\section*{Phonon Poiseuille flow in films and wires}

Fourier's law ties the heat flux $\mathbf q$ to the local temperature gradient, so in a long bar the flux is uniform over the cross-section. This fails when phonon collisions that conserve crystal momentum (normal or N processes) are much more frequent than those that destroy it (resistive or R processes: umklapp, defect, isotope and carrier scattering). The phonons then drift collectively, rough walls brake the drift, and the flux develops a profile like viscous flow in a pipe. We derive the governing equation, solve it for a film and a wire, size the terms left out, and evaluate the result for a bismuth rod.

\subsection*{Premises and conventions}

\begin{enumerate}
\item Phonons form an isotropic Debye gas with $\omega=vk$ and one speed $v$; $\mathbf s$ is the unit vector along $\mathbf k$.
\item Collisions follow Callaway's model with frequency-independent times $\tau_N$ and $\tau_R$. N processes conserve energy and crystal momentum, R processes only energy.
\item The response is linear about a reference temperature $T_0$, with constant heat capacity per volume $C$.
\item Gradients are slow on the scale $\Lambda=v\tau_c$, where $1/\tau_c=1/\tau_N+1/\tau_R$.
\item The sample is long along $z$, the side walls pass no heat, and the tangential flux vanishes at the walls (no slip).
\end{enumerate}
Repeated indices are summed and $\int d\Omega$ runs over all directions $\mathbf s$.

\subsection*{Step 1: kinetic equation}

Let $g(\mathbf r,\mathbf s,t)$ be the excess phonon energy per volume and solid angle, summed over frequency and polarisation. Its first moments are
\begin{equation}
e=\int g\,d\Omega=C\,(T-T_0),\qquad q_i=v\int s_i\,g\,d\Omega,\qquad Q_{ij}=v^2\int s_is_j\,g\,d\Omega .
\label{mom}
\end{equation}
The first relation defines the local temperature $T$. A phonon carries momentum $\hbar\mathbf k=\hbar\omega\,\mathbf s/v$, so the crystal momentum density is $\mathbf q/v^2$: conserving momentum means conserving heat flux.

R processes relax toward the Bose function $f_0(\omega,T)$, which is isotropic; energy conservation fixes the target as $g_R=e/4\pi$. N processes relax toward the drifting function $f_0(\omega-\mathbf k\cdot\mathbf u,T)$. To first order in the drift velocity $\mathbf u$ the shift is $-(\mathbf s\cdot\mathbf u/v)\,\omega\,\partial_\omega f_0=(\mathbf s\cdot\mathbf u/v)\,T\,\partial_Tf_0$, because $f_0$ depends only on $\omega/T$. Weighted with $\hbar\omega$ and summed over modes this is $(CT_0/4\pi)\,\mathbf s\cdot\mathbf u/v$. With the angular average $\langle s_is_j\rangle=\delta_{ij}/3$ its heat flux is $CT_0\mathbf u/3$, which momentum conservation sets equal to $\mathbf q$. Since the times do not depend on frequency, the Boltzmann equation can be summed over frequency and closes on $g$:
\begin{equation}
\partial_tg+v\,\mathbf s\cdot\nabla g=-\frac{g-g_N}{\tau_N}-\frac{g-g_R}{\tau_R},\qquad
g_N=\frac{e}{4\pi}+\frac{3\,\mathbf q\cdot\mathbf s}{4\pi v}.
\label{bte}
\end{equation}

\subsection*{Step 2: moment equations}

Integrate \eqref{bte} with the weights $1$, $vs_i$ and $v^2s_is_j$. Because $s_is_i=1$, the trace of $Q_{ij}$ is $v^2e$, so $Q_{ij}=v^2e\,\delta_{ij}/3+\Pi_{ij}$ with $\Pi_{ij}$ traceless. Both targets have energy $e$; $g_N$ has flux $\mathbf q$ and $g_R$ has none; neither has a traceless second moment. Hence
\begin{align}
&C\,\partial_tT+\nabla\cdot\mathbf q=0,\label{en}\\
&\partial_tq_i+\tfrac13Cv^2\,\partial_iT+\partial_j\Pi_{ij}=-q_i/\tau_R,\label{flux}\\
&\partial_tQ_{ij}+\partial_kM_{ijk}=-\Pi_{ij}/\tau_c,\qquad M_{ijk}=v^3\int s_is_js_k\,g\,d\Omega .\label{stress}
\end{align}
These are exact within the model. N processes are absent from \eqref{flux} but damp the stress $\Pi_{ij}$.

\subsection*{Step 3: closure}

By premise 4 each higher angular harmonic of $g$ is smaller than the previous one by $\Lambda$ over the gradient length, so we keep
\begin{equation}
g\simeq\frac{e}{4\pi}+\frac{3\,q_is_i}{4\pi v}+\frac{15\,\Pi_{ij}s_is_j}{8\pi v^2}.
\label{ansatz}
\end{equation}
The coefficients reproduce \eqref{mom}, by $\langle s_is_js_ks_l\rangle=(\delta_{ij}\delta_{kl}+\delta_{ik}\delta_{jl}+\delta_{il}\delta_{jk})/15$. Only the odd term feeds $M_{ijk}$, giving $M_{ijk}=(v^2/5)(\delta_{ij}q_k+\delta_{ik}q_j+\delta_{jk}q_i)$. The trace of \eqref{stress} then repeats \eqref{en}. In the traceless part $\partial_t\Pi_{ij}$ is negligible for changes slow against $\tau_c$, which leaves a Newtonian stress law:
\begin{equation}
\Pi_{ij}=-\nu\left(\partial_iq_j+\partial_jq_i-\tfrac23\delta_{ij}\nabla\cdot\mathbf q\right),\qquad \nu=\tfrac15v^2\tau_c .
\label{newton}
\end{equation}
Here $\nu$ (in m$^2$/s) is the kinematic viscosity of the phonon gas. The divergence is $\partial_j\Pi_{ij}=-\nu(\nabla^2q_i+\frac13\partial_i\nabla\cdot\mathbf q)$. Inserting it in \eqref{flux} and multiplying by $\tau_R$,
\begin{equation}
\tau_R\,\partial_t\mathbf q+\mathbf q=-\kappa\nabla T+\ell^2\left(\nabla^2\mathbf q+\tfrac13\nabla\nabla\cdot\mathbf q\right),\qquad
\kappa=\tfrac13Cv^2\tau_R,\qquad \ell^2=\tfrac15v^2\tau_c\tau_R .
\label{gk}
\end{equation}
This is an equation of Guyer--Krumhansl type. The form of Guyer and Krumhansl (1966) has $\tau_N$ in place of $\tau_c$, which is the same for $\tau_N\ll\tau_R$, and the coefficient 2 in place of $\frac13$, which is irrelevant below because $\nabla\cdot\mathbf q=0$ in steady state. The conductivity $\kappa$ is that of an infinite crystal, and $\ell=\sqrt{\nu\tau_R}$ is the distance over which momentum diffuses before an R process removes it.

\subsection*{Step 4: steady, fully developed flow}

Far from the ends let $\mathbf q=q\,\hat{\mathbf z}$. Equation \eqref{en} gives $\partial_zq=0$, so $q$ depends only on the transverse coordinates. The transverse components of \eqref{gk} reduce to $\nabla_\perp T=0$: the temperature is uniform over each cross-section. The $z$ component equates a function of the transverse position to a function of $z$, so both are constant:
\begin{equation}
q-\ell^2\nabla_\perp^2q=q_0,\qquad q_0=-\kappa\,\frac{dT}{dz}.
\label{helm}
\end{equation}
$q_0$ is the Fourier flux of the bulk crystal. The effective conductivity is defined by the mean flux $\bar q$ over the cross-section, $\bar q=-\kappa_{\rm eff}\,dT/dz$, so $\kappa_{\rm eff}/\kappa=\bar q/q_0$.

\subsection*{Step 5: film}

Take full thickness $W$ and measure $y$ from the midplane, with walls at $y=\pm W/2$. The general solution of $q-\ell^2q''=q_0$ is $q_0+A\cosh(y/\ell)+B\sinh(y/\ell)$. The two no-slip conditions give $B=0$ by subtraction and $A=-q_0/\cosh(W/2\ell)$ by addition:
\begin{equation}
q(y)=q_0\left[1-\frac{\cosh(y/\ell)}{\cosh(W/2\ell)}\right].
\label{filmq}
\end{equation}
Since $\int_{-W/2}^{W/2}\cosh(y/\ell)\,dy=2\ell\sinh(W/2\ell)$,
\begin{equation}
\frac{\kappa_{\rm eff}}{\kappa}=1-\frac{2\ell}{W}\tanh\frac{W}{2\ell}.
\label{filmk}
\end{equation}
For $W\gg\ell$ the flux is flat except in a layer of thickness $\ell$ at each wall, and the ratio tends to $1-2\ell/W$. For $W\ll\ell$, $\tanh x=x-x^3/3+2x^5/15-\dots$ with $x=W/2\ell$ gives the ratio $x^2/3-2x^4/15+\dots$, and the profile is the parabola $q_0(W^2/4-y^2)/2\ell^2$. The leading term is
\begin{equation}
\kappa_{\rm eff}\to\frac{\kappa W^2}{12\,\ell^2}=\frac{5\,CW^2}{36\,\tau_c}.
\end{equation}

\subsection*{Step 6: wire}

For a circular wire of radius $R$, $\nabla_\perp^2q=q''+q'/r$. The difference $q-q_0$ obeys the modified Bessel equation of order zero in $r/\ell$, with solutions $I_0$ and $K_0$. $K_0$ diverges on the axis and is excluded, and $q(R)=0$ fixes the amplitude:
\begin{equation}
q(r)=q_0\left[1-\frac{I_0(r/\ell)}{I_0(R/\ell)}\right].
\label{wireq}
\end{equation}
The identity $d[xI_1(x)]/dx=xI_0(x)$ gives $\int_0^RrI_0(r/\ell)\,dr=\ell RI_1(R/\ell)$. With $\bar q=(2/R^2)\int_0^Rq\,r\,dr$,
\begin{equation}
\frac{\kappa_{\rm eff}}{\kappa}=1-\frac{2\ell}{R}\,\frac{I_1(R/\ell)}{I_0(R/\ell)}.
\label{wirek}
\end{equation}
Let $x=R/\ell$. For $x\gg1$, $I_1/I_0\simeq1-1/2x$ and the ratio is $1-2/x+1/x^2$. For $x\ll1$ the series $I_0=1+x^2/4+x^4/64+\dots$ and $2I_1/x=1+x^2/8+x^4/192+\dots$ give $x^2/8-x^4/48+\dots$, the parabola $q_0(R^2-r^2)/4\ell^2$ with a peak of twice the mean, and
\begin{equation}
\kappa_{\rm eff}\to\frac{\kappa R^2}{8\,\ell^2}=\frac{5\,CR^2}{24\,\tau_c}.
\label{pois}
\end{equation}
This is the Poiseuille limit. For $\tau_N\ll\tau_R$ the time $\tau_R$ drops out, the conductivity grows as the square of the size, and it rises with the N scattering rate, because frequent N collisions lower the viscosity: momentum must random-walk to the wall. With $C\propto T^3$ and $1/\tau_N\propto T^n$ it varies as $T^{3+n}$.

\subsection*{Size of the neglected terms}

\paragraph{Closure.} For the film, \eqref{bte} admits an exact mode $q\propto e^{y/\lambda}$. The part of $g$ odd in $s_z$ satisfies $(1+\xi\mu)\,g=3qs_z\tau_c/(4\pi v\tau_N)$, with $\mu=s_y$ and $\xi=\Lambda/\lambda$. Taking the flux of this $g$, with $\int s_z^2\,d\phi=\pi(1-\mu^2)$ around the $y$ axis, gives
\begin{equation}
1+\epsilon=\frac34\int_{-1}^{1}\frac{1-\mu^2}{1+\xi\mu}\,d\mu=1+\frac{\xi^2}{5}+\frac{3\xi^4}{35}+\dots,\qquad \epsilon=\frac{\tau_N}{\tau_R}.
\end{equation}
Inverting, $\xi^2=5\epsilon(1-15\epsilon/7+\dots)$, whereas \eqref{gk} has $\Lambda^2/\ell^2=5\epsilon/(1+\epsilon)$. Hence $\lambda^2/\ell^2=1+8\epsilon/7+\dots$: the closure gives the right decay length when $\tau_N\ll\tau_R$.

\paragraph{Slip.} No slip is the weakest premise. Put a wall at $y=0$ with the solid at $y>0$, and let a fraction $p$ of the arriving phonons reflect specularly while the rest leave with no mean tangential momentum. Assume the arriving phonons ($s_y<0$) are described by \eqref{ansatz}. Their contribution to $\Pi_{yz}$ is
\begin{equation}
\Pi^{\rm in}=\frac{3vq}{4\pi}\int_{-1}^{0}\mu\,\pi(1-\mu^2)\,d\mu+\tfrac12\Pi_{yz}=-\tfrac{3}{16}vq+\tfrac12\Pi_{yz}.
\end{equation}
The leaving phonons contribute $-p\,\Pi^{\rm in}$, so $\Pi_{yz}=(1-p)\Pi^{\rm in}$. Solving for $q$ and using $\Pi_{yz}=-\nu\,\partial_yq$,
\begin{equation}
q_{\rm wall}=b\,\partial_nq,\qquad b=\frac{8}{15}\,\frac{1+p}{1-p}\,\Lambda,
\label{slip}
\end{equation}
with $n$ pointing into the solid. The coefficient is an estimate, since within about $\Lambda$ of the wall $g$ departs from \eqref{ansatz}. Repeating Steps 5 and 6 with \eqref{slip} changes only the amplitudes:
\begin{equation}
\frac{\kappa_{\rm eff}}{\kappa}=1-\frac{2\ell}{W}\,\frac{\tanh(W/2\ell)}{1+(b/\ell)\tanh(W/2\ell)},\qquad
\frac{\kappa_{\rm eff}}{\kappa}=1-\frac{2\ell}{R}\,\frac{I_1}{I_0+(b/\ell)I_1},
\label{slipk}
\end{equation}
with the Bessel functions taken at $R/\ell$. In the Poiseuille limit slip multiplies $\kappa_{\rm eff}$ by $1+6b/W$ (film) or $1+4b/R$ (wire), so even a fully diffuse wall leaves a correction of first order in $\Lambda/R$. Terms of order $(\Lambda/R)^2$ are still missing from \eqref{slipk}.

\paragraph{Ballistic limit.} Without bulk collisions and with diffuse walls, a phonon carries the temperature of the wall point it left, a distance $d$ behind it: the odd part of $g$ is $-(C/4\pi)(dT/dz)\,s_zd$. Write $d=d_\perp/\sin\vartheta$, with $\vartheta$ the angle to the axis. The polar integral is $\int_0^\pi\cos^2\vartheta\,d\vartheta=\pi/2$. A chord at offset $a$ has length $2\sqrt{R^2-a^2}$, so the mean of $d_\perp$ over the disc is $(\pi R^2)^{-1}\int_{-R}^{R}2(R^2-a^2)\,da=8R/3\pi$. Then
\begin{equation}
\kappa_{\rm C}=\frac{Cv}{4\pi}\cdot\frac{\pi}{2}\cdot2\pi\cdot\frac{8R}{3\pi}=\tfrac23CvR,
\label{cas}
\end{equation}
Casimir's result, a mean free path equal to the diameter. The Poiseuille value \eqref{pois} exceeds it only for $R>16\Lambda/5$. For $R\ll\Lambda$ the no-slip formula falls as $R^2$ while \eqref{cas} falls as $R$, so it then understates the conductivity by a growing factor.

\subsection*{Range of validity}

Equations \eqref{filmq}, \eqref{filmk}, \eqref{wireq} and \eqref{wirek} hold when (i) $\tau_N\ll\tau_R$; (ii) $6b/W\ll1$ or $4b/R\ll1$ if the size is below $\ell$, and $b\ll\ell$ if it is above; (iii) the walls are rough on the scale of the thermal wavelength $hv/k_BT$, so that $p$ is small; (iv) the sample is much longer than it is wide; (v) $u=3q/CT_0\ll v$ and temperature differences are small against $T_0$; (vi) one speed and two times represent the spectrum, which requires $T$ far below the Debye temperature and modest anisotropy. A parabolic profile needs the window $\Lambda\ll R\ll\ell$, and since $\ell/\Lambda=\sqrt{\tau_R/5\tau_c}$ the window opens only as a square root of the ratio of times. In silicon films and wires near room temperature normal processes do not dominate and the mean free paths are widely spread, so (i) and (vi) fail; there \eqref{slipk} can serve only as a model with fitted $\ell$ and $b$.

\subsection*{Illustration: bismuth rod, 3 mm diameter, 2 K}

Intermediate values are carried unrounded. The compiled low-temperature lattice constants are $a=0.4533$~nm and $c=1.1796$~nm (Cucka and Barrett, as listed by Arnaud 2016). The hexagonal cell has volume $(\sqrt3/2)a^2c=0.2099$~nm$^3$ and holds six atoms of mass about 208.98~u, so $\rho=9.92\times10^3$~kg/m$^3$. The compiled elastic constants are $C_{11}=63.5$, $C_{33}=38.1$, $C_{44}=11.3$, $C_{13}=24.5$~GPa at 301~K (Elastic Constants of Bismuth, J.~Appl.~Phys.) and $C_{12}=24.5$~GPa at 4.2~K (Arnaud 2016), so $C_{66}=(C_{11}-C_{12})/2=19.5$~GPa. The isotropic (Voigt) average, which $C_{14}$ does not enter, is
\begin{align}
K&=\tfrac19\left[2C_{11}+C_{33}+2C_{12}+4C_{13}\right]=34.7~\text{GPa},\\
G&=\tfrac1{15}\left[2C_{11}+C_{33}-C_{12}-2C_{13}+6C_{44}+3C_{66}\right]=14.5~\text{GPa}.
\end{align}
The set mixes temperatures and the average hides the anisotropy, so the speeds are estimates: $v_L=\sqrt{(K+4G/3)/\rho}=2.33$~km/s and $v_T=\sqrt{G/\rho}=1.21$~km/s. The Debye mean $3/v^3=1/v_L^3+2/v_T^3$ gives $v=1.35$~km/s, with 93\,\% of the heat capacity in the transverse branches, which supports a single speed. With the atomic density $n_a$, $\Theta=(\hbar v/k_B)(6\pi^2n_a)^{1/3}=123$~K, far above 2~K, and
\begin{equation}
C=\frac{2\pi^2}{5}\,k_B\left(\frac{k_BT}{\hbar v}\right)^3=394~\text{J\,m}^{-3}\text{K}^{-1}.
\end{equation}
The thermal wavelength is 32.5~nm; we assume a surface rough on this scale, $p=0$.

Two inputs are assumed. For N processes take the typical approximate law $1/\tau_N\approx4.5\times10^4\,(T/\text{K})^4$~s$^{-1}$, which gives $7.2\times10^5$~s$^{-1}$ and $\tau_N=1.39~\mu$s. Bismuth occurs as a single isotope and umklapp is weak at 2~K, so defects and carriers set $\tau_R$; take the illustrative value 30~$\mu$s. Then $\epsilon=0.046$, $\tau_c=1.33~\mu$s, $\Lambda=1.80$~mm, $\ell=3.82$~mm, $\kappa=7.2\times10^3$~W\,m$^{-1}$K$^{-1}$ and, for $R=1.5$~mm, $R/\ell=0.39$.

\begin{center}
\begin{tabular}{lcc}
model, $R=1.5$ mm & $\kappa_{\rm eff}/\kappa$ & $\kappa_{\rm eff}$ (W\,m$^{-1}$K$^{-1}$)\\ \hline
no slip, \eqref{wirek} & 0.019 & $1.4\times10^2$\\
first-order slip, \eqref{slipk} & 0.064 & $4.6\times10^2$\\
ballistic, \eqref{cas} & 0.074 & $5.3\times10^2$
\end{tabular}
\end{center}

The no-slip profile is nearly parabolic, with an axial flux 1.99 times the mean. A slab of thickness 3~mm would have the ratio 0.048 from \eqref{filmk}. The choice of $\tau_R$ matters little: $\tau_R\to\infty$ turns the first two rows into $1.3\times10^2$ and $4.9\times10^2$~W\,m$^{-1}$K$^{-1}$. These are lattice values; for a typical low-temperature resistivity of about $5\times10^{-9}~\Omega$\,m the Wiedemann--Franz law, $\pi^2k_B^2T/(3q_e^2\rho_e)$ with elementary charge $q_e$ and resistivity $\rho_e$, estimates the carrier part as 9.8~W\,m$^{-1}$K$^{-1}$.

Condition (i) is met, with $8\epsilon/7=0.053$. Condition (ii) is not: $\Lambda/R=1.2$, $b=0.96$~mm and $4b/R=2.6$, so slip outweighs the viscous term and raises the result by a factor 3.4. The terms missing from the slip formula scale as $(\Lambda/R)^2=1.4$, so the second row is only a rough estimate. The no-slip value lies a factor 3.9 below the ballistic one, and \eqref{pois} would overtake \eqref{cas} only for $R>5.8$~mm. All these numbers are the model's. As typical knowledge, pure bismuth rods of this size near 2~K conduct with an effective mean free path $3\kappa_{\rm eff}/Cv$ close to or somewhat above the diameter, several hundred W\,m$^{-1}$K$^{-1}$, so the no-slip value is too low by roughly a factor of four. With these inputs the rod sits at the crossover from ballistic to viscous flow, and the no-slip formula becomes quantitative only once $\Lambda$ is a small fraction of $R$.